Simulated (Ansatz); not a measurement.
# BaTiO3: energy above lowest point and pressure against volume scale

Free energy against uniform scaling of the volume at fixed shape and fractions; periodic cell, basis, potentials, k mesh and filling as listed. The results are calculated, by Ansatz 0.2.0.

The cell before it is scaled or strained (space group Pm-3m, No. 221):
```
CELL_PARAMETERS angstrom
4.00600 0.00000 0.00000
0.00000 4.00600 0.00000
0.00000 0.00000 4.00600
ATOMIC_POSITIONS crystal
Ba 0.50000 0.50000 0.50000
Ti 0.00000 0.00000 0.00000
O 0.50000 0.00000 0.00000
O 0.00000 0.50000 0.00000
O 0.00000 0.00000 0.50000
```

Settings of every row: functional PBE; dispersion none; potentials PAW; wave cutoff 517.02 eV; density cutoff 2068.1 eV; k mesh 6x6x6; k shift 0x0x0; occupations fixed; smearing width 0 eV; spin none.

Limits: no spin-orbit coupling, which can matter with elements this heavy.

```csv
row,volume scale,V (Å³/atom),energy above lowest point (meV/atom),pressure (GPa)
1,0.9,11.572,96,24.34
2,0.925,11.893,54.3,17.45
3,0.95,12.215,25.4,11.45
4,0.975,12.536,?,?
5,1,12.858,0,1.66
6,1.025,13.179,0.7,-2.32
7,1.05,13.501,8.9,-5.79
8,1.075,13.822,23.7,-8.82
9,1.1,14.143,44.1,-11.45
```

Question: what energy above lowest point and pressure should row 4 give?

Worked fit of energy above lowest point. Take u = (V_r/V)^(2/3) − 1 with V_r = 13.018 Å³ an atom, which is twice the finite (Eulerian) strain; such expansions in the strain, on which the Birch-Murnaghan equation of state is built, carry the rest volume and the bulk modulus. The shown rows have u = 0.08166, 0.06211, 0.04336, 0.00828, -0.00816, -0.02399, -0.03916, -0.05376. Least squares give energy above lowest point = −0.66 − 46.8 × u + 14796 × u² + 3319 × u³ meV/atom; a parabola predicts inner rows, each left out in turn, worse (root mean square 0.25 against 0.035 meV/atom). All shown rows lie on it to the printed digit. Its lowest point lies at u = 0.0016, or V = 12.99 Å³ an atom, and the curvature there gives the bulk modulus at fixed shape and fractions, B = (4/9)(1 + u)² E″(u)/V = 163 GPa. The withheld row has u = 0.02547, so the fit gives −0.66 − 46.8 × (0.02547) + 14796 × (0.02547)² + 3319 × (0.02547)³ = 7.8 meV/atom.

The calculation gave 7.8 meV/atom. The fit meets it to the printed digit.

Worked fit of pressure. Take u = (V_r/V)^(2/3) − 1 with V_r = 13.018 Å³ an atom, which is twice the finite (Eulerian) strain; such expansions in the strain, on which the Birch-Murnaghan equation of state is built, carry the rest volume and the bulk modulus. The shown rows have u = 0.08166, 0.06211, 0.04336, 0.00828, -0.00816, -0.02399, -0.03916, -0.05376. Least squares give pressure = −0.392 + 241.51 × u + 699.3 × u² + 631 × u³ GPa; a parabola predicts inner rows, each left out in turn, worse (root mean square 0.049 against 0.0076 GPa). The rows lie off it by 0.00, -0.01, 0.00, 0.00, 0.00, 0.00, 0.00, 0.00. The pressure vanishes at u = 0.0016, or V = 12.99 Å³ an atom, and there the bulk modulus at fixed shape and fractions is B = −V dP/dV = (2/3)(1 + u) dP/du = 163 GPa. The withheld row has u = 0.02547, so the fit gives −0.392 + 241.51 × (0.02547) + 699.3 × (0.02547)² + 631 × (0.02547)³ = 6.22 GPa.

The calculation gave 6.22 GPa. The fit meets it to the printed digit.
